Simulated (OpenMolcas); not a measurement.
# How basis sets differ on SiF3 (trifluorosilyl)

SiF3 has 4 atoms, charge 0, and is taken as a doublet. As SMILES, `F[Si](F)F`. Geometry: relaxed at PBE0-D4/def2-TZVP.

Each level gives the dipole moment (D). The values are calculated.

```json
{"level": "UPW91/cc-pVDZ", "kind": "GGA", "program": "OpenMolcas", "value (D)": "1.01"}
{"level": "UPW91/cc-pCVDZ", "kind": "GGA", "program": "OpenMolcas", "value (D)": "1.02"}
{"level": "UPW91/cc-pVTZ", "kind": "GGA", "program": "OpenMolcas", "value (D)": "0.97"}
{"level": "UPW91/cc-pCVTZ (RICD fitting)", "kind": "GGA", "program": "OpenMolcas", "value (D)": "0.96"}
```

The values span 0.96 to 1.02 D. Magnitudes only.

The dipole moment of SiF3 depends only weakly on the basis here, and the main step is from double to triple zeta: 1.01 to 0.97 D in the valence sets and 1.02 to 0.96 D in the core-valence sets. Adding core-valence functions matters less and has no consistent sign, as expected for a property governed by the valence density.

The radical is pyramidal, so its strongly polar Si–F bond dipoles don't cancel. The unpaired electron, in an s-rich hybrid on silicon pointing away from the fluorines, probably offsets part of their sum. The net moment therefore reflects a balance between bond polarity and the shape of the radical orbital. The more flexible valence and polarization space at triple zeta probably shifts this balance slightly, though the total moment can't separate the two contributions. The close agreement supports a modest basis dependence within these families, but without sets containing added diffuse functions it doesn't establish the basis-set limit.
